# Notes on the lucky-electron injection probability and secondary injection in a halo-doped cell

## Geometry, conventions, inputs

I take one vertical column of p-type Si under the tunnel oxide of a floating-gate cell. Depth $x$ runs from the Si/SiO$_2$ interface into the body. The band bending $\psi(x)$ is positive, $E_C(x)=E_C(\infty)-q\psi(x)$, and $V_{SB}>0$ is reverse body bias. In the depletion approximation with uniform $N_A$, Poisson's equation with $\psi=\psi'=0$ at $x=W$ gives, with $y=W-x$,

$$\psi=\frac{y^2}{a},\qquad a=\frac{2\varepsilon_s}{qN_A},\qquad W=\sqrt{a\psi_s},\qquad F(y)=\frac{2y}{a}.$$

The local band edge lies $U(x)=q[\psi_s-\psi(x)]$ above the band edge at the interface. The barrier top lies $\phi_b$ above that same reference.

Inputs, all typical or assumed: $N_A=10^{18}$ cm$^{-3}$, $T=300$ K, $\varepsilon_s=11.7\,\varepsilon_0$, $n_i=10^{10}$ cm$^{-3}$, $E_g=1.12$ eV, conduction-band offset 3.10 eV, oxide permittivities 3.9 (static) and 2.15 (optical), oxide field $E_{ox}=4$ MV/cm, local channel potential $V_c=1.5$ V above the source, electron and hole free paths $\lambda=9.1$ nm and $\lambda_h=5.0$ nm, primary pair yield $M_1=10^{-2}$. The value of $\lambda$ is a typical fitted one. Such fits pair it with a typical prefactor of about 3, which I do not use, because the model below fixes its own.

From these, $a=1293$ nm$^2$/V, $kT=25.85$ meV and $2\phi_F=2(kT/q)\ln(N_A/n_i)=0.95$ V. I set $\psi_s=2\phi_F+V_c+V_{SB}=2.45\ \mathrm{V}+V_{SB}$. Image lowering is $\sqrt{qE_{ox}/4\pi\varepsilon_\infty\varepsilon_0}=0.518$ V, so $\phi_b=2.58$ eV. I carry the rounded 0.95 V and 2.58 eV from here on.

Holding $E_{ox}$ fixed is consistent. With $V_{GB}=V_{FB}+\psi_s+E_{ox}t_{ox}$ and $V_{GB}=V_{GS}+V_{SB}$ for the floating gate, $V_{SB}$ cancels, and $E_{ox}t_{ox}=V_{GS}-V_{FB}-2\phi_F-V_c$. The column stays inverted as long as $E_{ox}$ exceeds $(11.7/3.9)F_s$, with $F_s=F(W)$ the depletion field at the surface. At my largest bias, 2 V, $F_s=1.17$ MV/cm and this bound is 3.52 MV/cm.

## The two-state model

Rules for an electron:

1. It moves only toward the interface.
2. It collides with probability $ds/\lambda$ on each path element $ds$, whatever its energy.
3. A collision takes all its kinetic energy and leaves it on the local band edge.
4. It enters the oxide if its total energy at $x=0$ is at least $\phi_b$, and otherwise it does not.

Total energy is constant between collisions and never rises. So all I need to know about an electron is one bit: eligible (E, total energy at or above the barrier top) or lost (L). After a collision at $x$ the total energy is $U(x)$. The collision is harmless if $U(x)\ge\phi_b$ and fatal otherwise. The dividing depth solves $U(d)=\phi_b$, that is $(W-d)^2=a(\psi_s-\phi_b/q)$:

$$y_b=\sqrt{a(\psi_s-\phi_b/q)},\qquad d=W-y_b=W\left[1-\sqrt{1-\frac{\phi_b}{q\psi_s}}\,\right].$$

A real $d\le W$ exists only for $q\psi_s\ge\phi_b$. Below that no point of the layer lies above the barrier, and nothing born at rest is ever eligible.

For the vector $p=(p_E,p_L)^T$ and path length $s$, $dp/ds=Kp$ with $K=0$ for $x>d$ and

$$K=\frac1\lambda\begin{pmatrix}-1&0\\ 1&0\end{pmatrix}\quad(x<d).$$

Since $K^2=-K/\lambda$, the exponential series sums to $e^{Kd}=1+\lambda K(1-e^{-d/\lambda})$:

$$e^{Kd}=\begin{pmatrix}e^{-d/\lambda}&0\\ 1-e^{-d/\lambda}&1\end{pmatrix}.$$

An electron born at rest at $x_0$ starts in E if $x_0\ge d$ and in L otherwise. Hence

$$P(x_0)=e^{-d/\lambda}\ \ (x_0\ge d),\qquad P(x_0)=0\ \ (x_0<d).$$

This is the form $P=P_0e^{-d/\lambda}$ of Ning, Osburn and Yu (1977), here exact, with $P_0=1$. Two things I had not seen so plainly before. First, $P$ does not depend on $x_0$ beyond $d$, which is why one number serves for all electrons that come from the neutral body. Second, nothing in the argument used the parabola except the value of $d$. For any monotonic profile, $q\int_0^dF\,dx=\phi_b$ defines $d$ and the rest stands.

Two consequences. With $r=\phi_b/q\psi_s$,

$$d=\frac{\phi_b}{qF_s}\left(1+\frac r4+\dots\right),$$

so the uniform-field estimate $\phi_b/qF_s$ is always too short. At $V_{SB}=2$ V it gives 22.0 nm and $P=8.9\times10^{-2}$, against 26.7 nm and $5.33\times10^{-2}$. And since $dW/d\psi_s=1/F_s$ and $dy_b/d\psi_s=1/F_d$ with $F_d=F(y_b)$,

$$\frac{d\ln P}{dV_{SB}}=\frac1\lambda\left(\frac1{F_d}-\frac1{F_s}\right).$$

At $V_{SB}=1$ V, $F_s=1.03$ MV/cm and $F_d=0.519$ MV/cm, and the slope is only 1.05 V$^{-1}$.

## Where a prefactor comes from

I soften rule 3: after a collision the forward kinetic energy is drawn from $e^{-E/\epsilon}/\epsilon$, independently of the past. The last collision before the interface falls at depth $x$ with density $e^{-x/\lambda}/\lambda$. If it falls at $x=d-z$ with $z>0$, the deficit is $\phi_b-U=q(2y_bz+z^2)/a$ and the electron still succeeds with probability $e^{-(\phi_b-U)/\epsilon}$. Adding this to the old term,

$$P_0=1+\int_0^d\frac{dz}{\lambda}\exp\left[\frac z\lambda-\frac{q(2y_bz+z^2)}{a\epsilon}\right]\approx\frac{1}{1-\epsilon/(qF_d\lambda)}.$$

The last form drops $z^2$, extends the integral to infinity and needs $\epsilon<qF_d\lambda$. For a thermal reset, $\epsilon=kT$, at $V_{SB}=1$ V I have $qF_d\lambda=0.472$ eV. The approximate form gives 1.058 and the integral 1.057. A prefactor well above one therefore needs $\epsilon$ comparable to $qF_d\lambda$, meaning that collisions leave much of the energy in place.

The same rule softens the threshold. At $V_{SB}=0$ the deficit at the neutral edge is $\delta=0.13$ eV. For an electron that enters there with the thermal distribution,

$$P=e^{-W/\lambda}e^{-\delta/kT}\left[1+\int_0^W\frac{dy}{\lambda}\,e^{y/\lambda-qy^2/(akT)}\right].$$

Here $e^{-\delta/kT}=6.5\times10^{-3}$, the bracket is 1.84 and $P=2.5\times10^{-5}$. The strict model gives zero there and jumps to $e^{-W/\lambda}=1.75\times10^{-3}$ at threshold, $V_{SB}=0.13$ V.

The opposite extreme shows how much rule 3 carries. Let each collision cost one optical phonon (typical 63 meV) with no change of direction. At $V_{SB}=1$ V an electron from the neutral edge has a surplus of 0.87 eV and can afford 13 phonons, while the Poisson mean is $W/\lambda=7.34$. The probability of at most 13 collisions is 0.98. So $\lambda$ in the exponential law is an effective length for leaving the eligible beam, by energy loss and deflection together. It is not a forward phonon path.

## Secondary injection: the hole leg

In channel-initiated secondary electron injection (CHISEL) a channel electron makes $M_1$ pairs on average, each hole falls into the body and may ionise again, and the new electron falls back toward the oxide. $M_1$ and $M_2$ are yields, pairs per incoming carrier, so each is a multiplication factor minus one.

I give the hole the mirror rules. It starts at rest at $x=0$, moves inward, is reset with free path $\lambda_h$, and ionises at once when its kinetic energy reaches $E_i$. All three carriers then start at rest. For $E_i$ I use the equal-mass parabolic threshold: the final kinetic energy at fixed momentum is least when each of the three carriers takes a third of the momentum, which totals $E_i/3$, so $E_i-E_i/3=E_g$ and $E_i=\tfrac32E_g=1.68$ eV.

A hole that starts at rest at $y'$ ionises at $y$ if $q(y'^2-y^2)/a=E_i$ and no collision intervenes:

$$y'^2-y^2=b^2,\qquad b=\sqrt{aE_i/q}=46.6\ \mathrm{nm},$$

with probability $e^{-t/\lambda_h}$, $t=y'-y$. Starting points are the birth at $y'=W$ and the collisions, of density $dy'/\lambda_h$.

Now the point that matters. The hole that never collides ionises where $U=E_i$, at $d_i=W-\sqrt{W^2-b^2}$. Since $E_i<\phi_b$, $d_i<d$ (19.0 nm against 33.3 nm at $V_{SB}=1$ V), and its electron is born in L. Only pairs born at $y\le y_b$ count, and those come from starts with $b\le y'\le\sqrt{b^2+y_b^2}$:

$$M_2^*=\int_b^{\sqrt{b^2+y_b^2}}\frac{dy'}{\lambda_h}\,e^{-t/\lambda_h}.$$

From $y'-y=t$ and $y'+y=b^2/t$ follows $y'=\tfrac12(t+b^2/t)$ and $dy'=-\tfrac12(b^2/t^2-1)\,dt$. The limits become $t=b$ and $t_b=\sqrt{b^2+y_b^2}-y_b$. With $\beta=b/\lambda_h=9.32$, $\tau=t/\lambda_h$ and $\int_\tau^\infty u^{-2}e^{-u}du=E_2(\tau)/\tau$, where $E_2(\tau)=\int_1^\infty w^{-2}e^{-\tau w}dw$,

$$G(\tau)=\frac12\int_\tau^\beta\left(\frac{\beta^2}{u^2}-1\right)e^{-u}du=\frac12\left[\frac{\beta^2E_2(\tau)}{\tau}-\beta E_2(\beta)-e^{-\tau}+e^{-\beta}\right],$$

$$M_2^*=G(t_b/\lambda_h),\qquad M_2^{\rm tot}=e^{-d_i/\lambda_h}+G(d_i/\lambda_h).$$

$M_2^{\rm tot}$ counts all pairs: starts up to $y'=W$, where $t=d_i$, plus the birth term. Every electron counted in $M_2^*$ has the same $P$, so the product is exact:

$$I_G=I_D\,M_1\,M_2^*\,e^{-d/\lambda}.$$

One row written out, $V_{SB}=1$ V: $y_b=33.5$ nm, $t_b=23.9$ nm, $\tau=4.777$, $E_2(\tau)=1.29\times10^{-3}$, $e^{-\tau}=8.43\times10^{-3}$, $M_2^*=7.53\times10^{-3}$.

Near threshold the range of $y'$ shrinks to $y_b^2/2b$ and $t\to b$, so

$$M_2^*\to\frac{a(\psi_s-\phi_b/q)}{2b\lambda_h}\,e^{-\beta},$$

with slope $2.5\times10^{-4}$ V$^{-1}$. The secondary current has the same threshold as $P$ but starts linearly, without a jump. Because $t\approx b-y$, the linear law needs $y_b\ll\lambda_h$, a window small against $\lambda_h^2/a=19$ mV.

These yields are first-generation: they omit starts supplied by earlier ionisations. Such a start has $U\ge E_i$, so its own ionisation needs $U\ge2E_i$. The formulas are thus exact for $q\psi_s<2E_i=3.36$ eV, and no third generation exists below $3E_i=5.04$ eV. In between I can bound the addition. An ionisation at $y$ supplies two fresh starts and one extra hole, which yield $2e^{-\tau}+G(\tau)$ further pairs with $\tau=t(y)/\lambda_h$ for a start at $y$. This is largest for the shallowest ionisation, at $d_i$. At $V_{SB}=2$ V that case has $t=22.3$ nm and yields 0.0355. Multiplying by $M_2^{\rm tot}$ bounds the addition by $4.7\times10^{-3}$, or 12 % of $M_2^*$.

## Numbers

The entries are the model's closed forms, first generation for the yields.

| $V_{SB}$ (V) | $\psi_s$ (V) | $W$ (nm) | $d$ (nm) | $10^2P$ | $t_b$ (nm) | $10^3M_2^*$ | $10^3M_2^{\rm tot}$ | $10^5M_2^*P$ |
|---|---|---|---|---|---|---|---|---|
| 0 | 2.45 | 56.3 | none | 0 | none | 0 | 12.9 | 0 |
| 0.5 | 2.95 | 61.8 | 39.9 | 1.25 | 29.6 | 1.22 | 31.6 | 1.52 |
| 1.0 | 3.45 | 66.8 | 33.3 | 2.59 | 23.9 | 7.53 | 58.3 | 19.5 |
| 1.5 | 3.95 | 71.5 | 29.4 | 3.96 | 20.7 | 20.4 | 92.4 | 80.9 |
| 2.0 | 4.45 | 75.9 | 26.7 | 5.33 | 18.6 | 40.2 | 133 | 214 |

From 0.5 to 2 V the product rises by a factor 141. Of this, $P$ supplies 4.27 and $M_2^*$ supplies 33. At this doping the electron leg is short, only three to four free paths, and the steep part of the bias dependence sits in the hole leg.

All lengths scale as $N_A^{-1/2}$ at fixed $\psi_s$. For $10^{17}$ cm$^{-3}$ and the same $\psi_s$ values, $d/\lambda$ grows by $\sqrt{10}$. Then $P$ at $\psi_s=4.45$ V is $9.4\times10^{-5}$, and it rises by a factor 98 over the same interval. The halo raises $P$ and flattens it.

The body current is $I_B=I_DM_1(1+M_2^{\rm tot})$, so $I_G/I_B=M_2^*P/(1+M_2^{\rm tot})$ is free of $M_1$. At 2 V the model gives $1.9\times10^{-3}$.

## Against the general statement

The general statement reads: $P=P_0e^{-d/\lambda}$ with the parabolic $d$, threshold $q\psi_s>\phi_b$, and $I_G=I_DM_1M_2P$ rising steeply with body bias.

- The length $d$ and the exponential are reproduced exactly. $P_0$ equals one under full reset and exceeds one under partial reset, where it also depends weakly on bias through $F_d$.
- The threshold is sharp only for carriers born and reset at rest. $\psi_s$ must include the body bias and the local channel potential, and $\phi_b$ the barrier lowering.
- The product form is exact if $M_2$ means $M_2^*$, the yield of pairs born deeper than $d$. With $M_2^{\rm tot}$ in its place the current comes out too high by 26 at 0.5 V and by 3.3 at 2 V, and the rise over that range drops from 141 to 18. In general $I_G=I_DM_1\int g(x)P(x)\,dx$ with $g$ the pair density per hole, and the product follows because $P(x)$ is a step.
- The steepness is real, but at $10^{18}$ cm$^{-3}$ it is mostly a property of $M_2^*$.

## Sizes of what I left out

- Tunnelling through the barrier tip is often written as a further lowering $\alpha E_{ox}^{2/3}$. With an assumed $\alpha=10^{-5}$ eV (cm/V)$^{2/3}$ it is 0.25 eV. At $V_{SB}=1$ V this raises $P$ by 1.6, $M_2^*$ by 1.7 and $I_G$ by 2.9, and it removes the threshold from the table's range.
- At the equal-mass threshold the new electron is born with $E_g/6=0.19$ eV. This cannot do more than a barrier lowering of 0.19 eV, so its effect at 1 V stays below that factor 2.9.
- The inversion charge carries the field step from $F_s$ to $(3.9/11.7)E_{ox}=1.33$ MV/cm, which is 0.30 MV/cm at 1 V. Over an assumed centroid depth of 2 nm it adds 0.06 V of band bending.
- The barrier top lies $0.518\ \mathrm V/2E_{ox}=0.65$ nm inside the oxide. An assumed oxide free path of 3 nm gives a factor 0.81, constant at fixed $E_{ox}$.
- The column has no lateral field. In a cell some secondaries drift to the drain, which adds a collection factor below one. Quantum reflection and the transverse share of the energy act in the same direction. The model cannot size these.
- $M_1$ is held fixed, although body bias also changes the field at the drain. Band-to-band tunnelling, with a typical onset near 1 MV/cm in Si, is a further electron source that does not scale with $I_D$, and it is the reason I stop at 2 V.

With the assumed $M_1$ the model's injection efficiency at $V_{SB}=2$ V is $I_G/I_D=2.1\times10^{-5}$, and the items above make only its order of magnitude meaningful. As typical knowledge, floating-gate cells programmed this way sit around $10^{-6}$ to $10^{-5}$, so the model lies high by a factor of a few up to roughly an order of magnitude, the direction expected from the missing collection factor. At zero body bias it misses the other way: it gives no current, while a cell still injects primary channel hot electrons.